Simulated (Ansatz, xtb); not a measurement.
## Relative energy of two conformers of CH3OSb

We compare I, `[CH2]=[Sb][OH]`, a singlet, with II, `[CH2]=[Sb][OH]`, a singlet. Both are isolated molecules in the gas phase, relaxed with B3LYP-D4/def2-TZVP.

I (Å):

```xyz
6

C    -1.5984   -1.8727    0.5217
O     1.0888   -3.2654    0.9532
Sb   -0.2666   -2.2058    1.9359
H    -2.4908   -1.3002    0.7477
H    -1.5156   -2.2238   -0.5008
H     0.8574   -3.4093    0.0280
```

II (Å):

```
atom    x (Å)    y (Å)    z (Å)
   C  -1.7742  -1.8646   0.5279
   O   0.8548  -3.0244   1.1687
  Sb  -0.2997  -2.7426  -0.4264
   H  -1.7554  -1.6889   1.5968
   H  -2.6549  -1.5317  -0.0074
   H   1.6790  -3.4640   0.9337
```

Energies in hartree; the thermal terms are from B3LYP-D4/def2-TZVP harmonic frequencies (ideal gas, rigid rotor, one conformer each, 600 K, 1 atm) and include the zero-point energy:

|  | I | II |
| --- | --- | --- |
| E, CCSD(T)/def2-TZVPP | −354.539414 | −354.539227 |
| zero-point energy | 0.036721 | 0.036852 |
| H(600 K) − E | 0.051928 | 0.052076 |
| G(600 K) − E | −0.029300 | −0.029383 |

Q: Work out ΔE, ΔE₀, ΔH and ΔG for I → II in kJ/mol (1 Eh = 2625.50 kJ/mol) and the equilibrium ratio [II]/[I].

A: 1. ΔE = −354.539227 − (−354.539414) = +0.000187 Eh = +0.49 kJ/mol.
2. ΔE₀ = ΔE + ΔZPE = +0.000187 + (+0.000131) Eh = +0.83 kJ/mol.
3. ΔH = ΔE + (+0.000148) Eh = +0.88 kJ/mol.
4. ΔG = ΔE + (−0.000083) Eh = +0.27 kJ/mol, so ΔS = (ΔH − ΔG)/T = +1.0 J/(mol K).
5. kT = 1.9001 mEh, so K = [II]/[I] = exp(−ΔG/kT) = exp(−0.05) ≈ 0.95.

The two are too close for this level to say which is favoured. An error of 4 kJ/mol in ΔG would change K by a factor of 2.2. Mirror images and further conformers aren't counted.

Other levels gave ΔE = +1.5 (B3LYP-D4/def2-TZVP); +2.6 (HF/def2-TZVPP); +1.2 (MP2/def2-TZVPP) kJ/mol. The correlated steps freeze 6 core orbitals; the filled d shell of Sb is correlated, in a basis made for valence electrons. Atoms past krypton carry core potentials in the def2 sets, without spin–orbit terms. Programs: Ansatz 0.2.0.

The two structures are planar rotamers about the Sb–O bond: the hydroxyl hydrogen is syn to the CH2 group in I and anti in II. The Sb=C π bond is intact in both, and the oxygen p-type lone pair can overlap with the π system equally well either way, so rotation costs little electronically. The long bonds to antimony also keep the hydroxyl hydrogen well away from the CH2 group, which limits steric repulsion in the syn form. What remains is probably a near-cancellation of weak effects, including attraction between the hydroxyl hydrogen and the negatively polarised carbon in I, and different alignments of the O–H bond and oxygen lone pair with the antimony lone pair. Every electronic method listed places I lower, but the preference shrinks from +2.6 kJ/mol with HF to +0.49 kJ/mol with CCSD(T), which suggests that correlation offsets much of the mean-field preference. The results support comparable populations at equilibrium, but say nothing about how fast the rotamers interconvert, since that depends on the torsional barrier.
